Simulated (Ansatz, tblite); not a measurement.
# How methods differ on Si3NH9 (trisilylamine)

Si3NH9: 13 atoms, total charge 0, spin state singlet. SMILES: `[SiH3]N([SiH3])[SiH3]`. The shape is that of a PBE0-D4/def2-TZVP optimisation.

Each level gives the vertical ionisation energy (to the doublet cation) (eV). The values are calculated.

| level | kind | program | value (eV) | less CCSD(T)/6-31G* | CPU time (all runs) |
| --- | --- | --- | --- | --- | --- |
| IPEA1-xTB | semi-empirical | tblite | 13.94 | +4.70 | under 2 s |
| HF/6-31G* (spherical functions) | Hartree–Fock | Ansatz | 8.72 | -0.52 | 6.3 s |
| r2SCAN/6-31G* (spherical functions) | meta-GGA | Ansatz | 9.19 | -0.05 | 47 s |
| PBE0/6-31G* (spherical functions) | global hybrid | Ansatz | 9.32 | +0.08 | 26 s |
| HSE06/6-31G* (spherical functions) | range-separated hybrid | Ansatz | 9.31 | +0.07 | 30 s |
| wB97M-V/6-31G* (spherical functions) | range-separated hybrid | Ansatz | 9.55 | +0.31 | 4.6 min |
| PBE-QIDH/6-31G* (spherical functions) | double hybrid | Ansatz | 9.61 | +0.37 | 35 s |
| RPA@PBE0/6-31G* (spherical functions) | RPA | Ansatz | 9.23 | -0.01 | 38 s |
| MP2/6-31G* (spherical functions) | perturbation theory | Ansatz | 9.66 | +0.42 | 6.9 s |
| CCSD(T)/6-31G* (spherical functions) | coupled cluster or CI | Ansatz | 9.24 | 0.00 | 55 s |

Differences are taken from CCSD(T)/6-31G* (spherical functions) for orientation; it has basis-set and higher-order errors of its own. The values span 8.72 to 13.94 eV. The xTB values lack the empirical shift that such differences need. Times are those of the runs behind each value, whatever else they computed, on shared processors of several kinds: orders of magnitude only.

Ionisation removes an electron from what is essentially the nitrogen lone pair, a p-type orbital perpendicular to the NSi3 plane and partly delocalised into Si–H antibonding orbitals. Hartree–Fock gives the lowest value, 8.72 eV, because it misses the correlation energy lost when this pair is broken, which stabilises the neutral molecule more than the cation. MP2 restores that contribution but overshoots, to 9.66 eV, and the higher-order terms in CCSD(T) bring the value back to 9.24 eV. The second-order part of PBE-QIDH probably contributes to its similarly high result.

RPA, r2SCAN, PBE0 and HSE06 all lie within 0.08 eV of the coupled-cluster value, though for the density functionals this may owe something to cancellation of errors. PBE0 and HSE06 nearly coincide, which suggests that screening long-range exchange matters little for a hole confined to so small a molecule. wB97M-V lies higher, so range separation as such doesn't guarantee closer agreement. The cation's geometric relaxation, and hence the adiabatic ionisation energy, remains undetermined.
